Order of the transition of a superconducting film in a parallel field: a factor of two that changes the answer

1. The problem and the conventions

A lead film of full thickness d lies in a magnetic field parallel to its surface, a little below Tc. As the field is raised the film goes normal. It can do so continuously (second order, no hysteresis) or by a jump (first order, with hysteresis between the up and down sweeps). Ginzburg-Landau (GL) theory puts the boundary at d = √5 λ. Section 2 contains an attempt that is wrong and arrives at half this value; it is shown so that the slip can be recognised. Sections 3 to 7 find the slip, mend it and give its size.

Conventions. Formulas are in SI units, fields are quoted as B = μ0H in mT (1 mT corresponds to 10 Oe), lengths in nm. The coordinate x is normal to the film and is measured from the midplane. The applied field B0 points along z, the vector potential A(x) along y, and B = dA/dx. The film carries no net current, so A can be chosen odd in x, with a real order parameter. The symbol d always means the full thickness, the number that a profilometer or a deposition monitor reports. Further, f is the order parameter divided by its zero-field bulk value, λ(T) is the GL penetration depth of the material at f = 1, ξ(T) is the GL coherence length, κ = λ/ξ, and Bc(T) is the bulk thermodynamic critical field. With the flux quantum Φ0 = 2πħ/(2e) = 2.068×10⁻¹⁵ Wb, GL theory ties them together:

 Bc = Φ0 / (2√2 π λ ξ).   (1)

The reduced field is h = B0/Bc. The two GL equations for this geometry are

 ξ² f″ + f − f³ − f A²/(2λ²Bc²) = 0, with f′ = 0 at both faces,   (2)

 A″ = f² A/λ², with B = B0 at both faces.   (3)

In (2) the usual coefficient (2πξ/Φ0)² has been rewritten as 1/(2λ²Bc²) with (1). The condition f′ = 0 holds for faces against vacuum or an insulator. For d below ξ the order parameter can hardly vary across the film, so f is taken as uniform. Integrating (2) across the film removes the f″ term and leaves

 f² = 1 − ⟨A²⟩/(2λ²Bc²),   (4)

where ⟨ ⟩ is the average over the thickness. With uniform f, (3) gives B″ = (f/λ)² B. This is the equation of excess minority carriers in a slab fed equally from both faces, with λ/f in the role of the diffusion length, and its symmetric solution is a cosh.

Inputs for lead, all typical and approximate: Tc ≈ 7.2 K, Bc(0) ≈ 80 mT, λ0 ≈ 40 nm, with the empirical interpolations Bc = Bc(0)(1 − t²) and λ = λ0/√(1 − t⁴), t = T/Tc. The example film has d = 200 nm. At T = 7.0 K, t = 0.972 and 1 − t⁴ = 0.107, so λ = 123 nm, Bc = 4.38 mT and d/λ = 1.63. Equation (1) gives κ = 2√2 π λ²Bc/Φ0 = 0.28 and ξ = 433 nm, so d/ξ = 0.46. Results are computed from the unrounded chain and then rounded. A third figure is printed only to let the arithmetic be followed; section 7 says how far the inputs can be trusted.

2. The wrong attempt (do not use these results)

The lines W1 to W6 are wrong. Write D = d/λ.

W1. The cosh profile is normalised "at the surface, x = ±d":
 B(x) = B0 cosh(fx/λ) / cosh(fD).

W2. Integrating, with A odd:
 A(x) = B0 (λ/f) sinh(fx/λ) / cosh(fD).

W3. Averaging over −d < x < d:
 ⟨sinh²(fx/λ)⟩ = [sinh(2fD) − 2fD] / (4fD).

W4. Inserting into (4):
 h² = 8 f²(1 − f²) fD cosh²(fD) / [sinh(2fD) − 2fD].

W5. Expanding for small f:
 h² = (6/D²) [1 + (4D²/5 − 1) f² + …].

W6. Reading off the wrong results: the superconducting branch meets f = 0 at B0 = √6 Bc λ/d = 2.45 Bc λ/d, and the coefficient of f² changes sign at d = (√5/2) λ = 1.118 λ.

Applied to the 200 nm film at 7.0 K, the attempt finds a threshold thickness of 137 nm and a coefficient 4D²/5 − 1 = +1.13. It declares the transition first order. It predicts that on the down sweep the normal state can survive to 6.6 mT, that on the up sweep the superconducting state can survive to the maximum of W4 at 7.3 mT, a hysteresis window of 0.7 mT, and that the two phases have equal Gibbs energy at 7.0 mT, where f jumps from 0.72 to zero (the last two numbers use the Gibbs energy of section 5 with the same slip). None of this describes the 200 nm film.

3. The symptom

Nothing in W2 to W6 looks odd: units are right, the series is right, the result has the expected shape. The attempt is caught by two limits that can be done without any hyperbolic function.

First limit: f → 0. With no condensate there is no screening, so B = B0 everywhere and A = B0 x. The mean of x² over a slab of full thickness d centred on zero is

 ⟨x²⟩ = (1/d) ∫ x² dx from −d/2 to d/2 = d²/12,

the same 1/12 as in the variance of any uniform distribution of width d. Setting f = 0 in (4) gives B0² d²/12 = 2λ²Bc², or

 B∥ = √24 Bc λ/d = 2√6 Bc λ/d = 4.90 Bc λ/d = √12 Φ0/(2π ξ d).   (5)

For the example this is 13.2 mT. W6 gives 6.6 mT for the same quantity from the same equation (4). A full calculation must reduce to its own unscreened limit, and this one misses by exactly a factor of 2. Working backwards, W3 divided by (f/λ)² tends to d²/3 as f → 0, and d²/3 = (2d)²/12 is the mean square coordinate of a slab of thickness 2d.

Second limit: a thick plate with f = 1. Each face admits a flux B0 λ per unit length along y, there are two faces, and so the mean field is ⟨B⟩/B0 = 2λ/d. Averaging W1 gives tanh(D)/D, which tends to λ/d. One face's worth of flux is missing relative to the volume, or, equivalently, the volume is twice too large. Both limits point to the same thing: the attempt solves a film twice as thick as the one on the wafer.

4. The faulty line

The fault is in W1, and W3 repeats it in the limits of the average. With x measured from the midplane, the faces of a film of full thickness d are at x = ±d/2, not at ±d. The tangential field is continuous across a face, so B(±d/2) must equal B0. W1 gives instead cosh(fD/2)/cosh(fD), which for f = 1 at 7.0 K is 0.51: the profile puts about half of the applied field at the real surface.

The slip is common because both notations are in use. Some treatments call the film thickness 2d and correctly state the threshold as d = (√5/2) λ; others call it d and state √5 λ. Both are right in their own notation. The error arises when the formula of the first kind is fed with the thickness from the deposition log. It is the same trap as using the full fin width where a double-gate electrostatics formula expects the half-width. W2, W4 and W5 are correct algebra, so W1 to W6 are a valid uniform-f solution for a 400 nm film.

5. The mended calculation

Define the half-thickness ratio and its screened version,

 ε = d/(2λ), u = f ε.

The field and the vector potential are

 B(x) = B0 cosh(fx/λ)/cosh u, A(x) = B0 (λ/f) sinh(fx/λ)/cosh u.   (6)

With sinh² = (cosh of the double argument − 1)/2, the average over −d/2 < x < d/2 is ⟨sinh²(fx/λ)⟩ = (sinh 2u − 2u)/(4u). Equation (4) becomes 1 − f² = h² (sinh 2u − 2u)/(8u f² cosh²u), that is

 h² = 8 f²(1 − f²) u cosh²u / (sinh 2u − 2u).   (7)

For small u, sinh 2u − 2u = (4u³/3)(1 + u²/5 + 2u⁴/105 + …) and cosh²u = 1 + u² + u⁴/3 + …. The prefactor is 8f²u/(4u³/3) = 6/ε². Collecting powers of f²,

 h² = (6/ε²) [1 + (4ε²/5 − 1) f² + (27ε⁴/175 − 4ε²/5) f⁴ + …].   (8)

The f² coefficient has three sources: −1 from (1 − f²), +ε² from cosh²u and −ε²/5 from the denominator. In terms of the full thickness, 6/ε² = 24λ²/d², which reproduces (5), and 4ε²/5 = d²/(5λ²):

 (B0/B∥)² = 1 − [1 − d²/(5λ²)] f² + ….   (9)

For d < √5 λ the bracket is positive. The solution with small f lies at fields below B∥, and f² grows linearly from zero as the field is lowered: f² ≈ 2(1 − B0/B∥)/[1 − d²/(5λ²)]. For d > √5 λ the bracket is negative. The branch leaves f = 0 towards higher fields and turns back only at finite f. The threshold is

 ε = √5/2 = 1.118, d = √5 λ = 2.236 λ.   (10)

So √5/2 is a correct number, but it belongs to the half-thickness. Exactly at the threshold the f⁴ coefficient in (8) is −85/112, so f falls as the fourth root of B∥ − B0.

The physics of the sign is a feedback. A finite f screens the field, screening lowers ⟨A²⟩, and lower ⟨A²⟩ means less pair breaking in (4), which favours a still larger f. This feedback has strength d²/(5λ²) and competes with the restoring term f³ of (2), of strength 1. A thin film screens too little for the feedback to win.

To identify which branch is stable, use the Gibbs energy per volume relative to the normal state, in units of Bc²/(2μ0). The condensation part is −2f² + f⁴. The magnetic part, field energy plus kinetic energy of the screening currents at fixed applied field, is h²(1 − ⟨B⟩/B0) as for any linear diamagnet at given f, and (6) gives ⟨B⟩/B0 = tanh(u)/u, which has the required thick limit 2λ/d at f = 1. Hence

 g(f) = −2f² + f⁴ + h² [1 − tanh(u)/u].   (11)

Setting dg/df = 0 returns (7), which confirms that (11) and (4) describe the same problem. With 1 − tanh(u)/u = u²/3 − 2u⁴/15 + 17u⁶/315 − …,

 g = (h²ε²/3 − 2) f² + (1 − 2h²ε⁴/15) f⁴ + (17h²ε⁶/315) f⁶ + ….   (12)

The f² coefficient vanishes at h² = 6/ε², at B∥, for every thickness: above B∥ the normal state is a local minimum, below it the normal state is unstable. At that field the f⁴ coefficient is 1 − 4ε²/5.

Thin side, d < √5 λ. A small-f series alone does not exclude a deeper minimum at large f, but a bound does. The expansion tanh(u)/u = Σ 2/(aₙ + u²), with aₙ = (n + ½)²π² and n = 0, 1, 2, …, together with 1/(a + y) ≤ 1/a − y/a² + y²/a³ for positive a and y, gives 1 − tanh(u)/u ≥ u²/3 − 2u⁴/15 for all u. At B∥ therefore g ≥ (1 − 4ε²/5) f⁴ > 0 for every f > 0, and g only rises with field. The normal state is the absolute minimum for B0 ≥ B∥, superconductivity sets in from f = 0 at B∥, and the transition is second order.

Thick side, d > √5 λ. At B∥ the f⁴ coefficient is negative, so g is already below zero at finite f. The equilibrium transition lies at a higher field B_T, fixed by g = 0 together with dg/df = 0; equivalently (B_T/Bc)² is the maximum over f of (2f² − f⁴)/[1 − tanh(u)/u]. There f jumps. Between B∥ and B_T the normal state is metastable, protected by the barrier that the positive f² coefficient provides, so B∥ = 2√6 Bc λ/d is now the supercooling field, the lowest field to which the normal state can persist on a down sweep. The maximum of (7) over f is the superheating field of the uniform-f model, the highest field to which the superconducting state can persist on an up sweep. Edges and defects can trigger the jump earlier, so these two fields bound the hysteresis and need not be reached.

6. The size of the error for the lead film

At 7.0 K the 200 nm film has ε = 0.816. The two calculations compare as follows.

 Threshold thickness: mended 274 nm, wrong 137 nm.
 Coefficient of f² in h²/h²(f = 0): mended −0.47, wrong +1.13.
 Order of the transition: mended second, wrong first.
 Field at which the normal state becomes unstable: mended 13.2 mT, wrong 6.6 mT.
 Equilibrium transition field: mended 13.2 mT, wrong 7.0 mT.
 Hysteresis window: mended none, wrong 0.7 mT.
 Mean field ⟨B⟩/B0 at f = 1: mended 0.82, wrong 0.57.

The threshold thickness and the instability field are each too low by exactly a factor of 2, whatever the material parameters. The equilibrium field comes out 46 % too low. The error in the order is qualitative: for every film with 1.118 < d/λ < 2.236, at 7.0 K every thickness from 137 to 274 nm, the attempt predicts a jump and a hysteresis loop where GL theory has a smooth onset. In the mended solution f² is about 0.04 at a field 1 % below B∥, from (7).

A given film crosses the threshold as it cools, because λ shrinks. Setting d = √5 λ gives 1 − t⁴ = 5λ0²/d² = 0.20 and a crossover temperature T* = 6.81 K, which is 0.39 K below Tc. The wrong condition gives 1 − t⁴ = 5λ0²/(4d²) = 0.05 and 7.11 K, only 0.092 K below Tc. The second-order range is underestimated by a factor of 4.3, close to 2² because λ⁻² is nearly linear in Tc − T, and T* is misplaced by 0.30 K. The slip also corrupts parameter extraction: if the onset of hysteresis at T* is used to obtain λ(T*), the right value for this film is d/√5 = 89 nm and the wrong one 179 nm.

Below T* the same film is truly first order. At 6.5 K (t = 0.903) the inputs give λ = 69 nm, Bc = 14.8 mT, d/λ = 2.90 and d²/(5λ²) − 1 = +0.68. The supercooling field from (5) is 25.0 mT, the equilibrium field from (11) is 25.9 mT with a jump from f = 0.63, and the uniform-f superheating field from (7) is 26.2 mT, a window of 1.2 mT.

7. What the mended result neglects

Variation of f across the film. Put τ = 2x/d and s = (d/2ξ)². Near the instability (2) is linear, f_ττ + s(1 − βτ²) f = 0, with β = h²ε²/2. To first order in s the solution is f0 = 1 + sφ, φ = τ⁴/4 − τ²/2 + 7/60, where the constant makes ⟨φ⟩ = 0. Averaging the linear equation gives β = 3(1 + 8s/105), so B∥ rises by the factor 1 + d²/(105ξ²). At next order in the amplitude, the cubic term of (2) contributes ⟨f0⁴⟩ and the screening correction to A from (3) contributes −2βε²⟨G²⟩, where G(τ) is the integral of τ′f0² from 1 to τ; the order changes where the two cancel. With ⟨f0⁴⟩ = 1 and ⟨G²⟩ = (2/15)(1 − 88s/315) to first order in s, the condition is 1 = (4ε²/5)(1 − 64s/315). Inserting s = κ²ε² = 5κ²/4 gives

 d = √5 λ (1 + 8κ²/63).   (13)

At T*, κ = 0.29 and d/ξ = 0.65, so the threshold moves up by 1.1 % and T* moves from 6.81 to 6.80 K. The shift of B∥ is 0.2 % at 7.0 K. At 6.5 K, where d/ξ = 0.88, it is 0.7 % or 0.2 mT, which is small against the field but not negligible against the 1.2 mT window, so that window is only a rough figure. This analysis assumes nucleation symmetric about the midplane, which holds for d below ξ.

Nonlocal response. Equation (3) is local, while clean lead has a typical pair size ξ0 of roughly 80 nm, not small against d. A rough size follows from the Pippard kernel, which reduces 1/λ² at wave number q by the factor (3/(2y³))[(1 + y²) arctan y − y], y = qξ0. For q = π/d, y = 1.26 and the factor is 0.80, which corresponds to a λ longer by 12 %. Impurity and surface scattering act in the same direction. Repeating the estimates with λ0 = 45 nm gives T* = 6.69 K (7.08 K with the slip), and at 7.0 K d/λ = 1.45 and B∥ = 14.8 mT. The absolute fields are thus good to 10 or 15 %, and T* to about 0.1 K (the shift here is 0.12 K). The film at 7.0 K stays inside the range where the slip gives the wrong order, and the factor of 2 in threshold and instability field is untouched, since λ then acts as an effective parameter common to both calculations.

Two checks guard against the slip in any symmetric slab formula. Evaluate the profile at the physical face, x = d/2, and confirm that it returns the boundary value. Then switch the screening off and confirm that the mean square coordinate is d²/12. For this problem the matched sets are (half-thickness a: √6 Bc λ/a, a = (√5/2) λ) and (full thickness d: 2√6 Bc λ/d, d = √5 λ), and a formula may be fed only with the length it was derived for.